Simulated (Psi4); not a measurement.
## How methods differ on C2H6OSi (SMILES CC[Si]O)

C2H6OSi: 10 atoms, total charge 0, spin state singlet. SMILES: `CC[Si]O`. Geometry: optimised at PBE0/def2-TZVP. This is one conformer, not always the lowest.

Quantity: the HOMO–LUMO gap, in eV. The values are calculated.

| level | kind | program | value (eV) |
| --- | --- | --- | --- |
| PBE-D4/def2-TZVPP (density fitting) | GGA | Psi4 | 2.81 |
| r2SCAN-D4/def2-TZVPP (density fitting) | meta-GGA | Psi4 | 3.12 |
| B3LYP-D4/def2-TZVPP (density fitting) | global hybrid | Psi4 | 4.36 |
| PBE0-D4/def2-TZVPP (density fitting) | global hybrid | Psi4 | 4.72 |
| wB97M-V/def2-TZVPP (density fitting) | range-separated hybrid | Psi4 | 8.82 |

The values span 2.81 to 8.82 eV. Orbital gaps aren't excitation energies; they tend to grow with the share of exact exchange.

The gap widens at every step down the table, but unevenly: the two semilocal functionals lie close together, as do the two global hybrids, while the largest jump is from PBE0 at 4.72 eV to wB97M-V at 8.82 eV. That last step probably reflects the full exact exchange at long range, which pushes occupied and empty levels apart far more than a fixed global fraction does.

The molecule is a silylene, with divalent silicon bound to an ethyl and a hydroxyl group. In the singlet state of such species, the HOMO is typically the silicon lone pair, rich in 3s character, and the LUMO the largely empty silicon 3p orbital perpendicular to the molecular plane at silicon. Donation from an oxygen lone pair into that orbital raises it and widens the gap relative to a purely alkyl-substituted silylene, while leaving silicon both nucleophilic and electrophilic. With only the singlet computed, the gaps do not establish how far away the triplet lies.
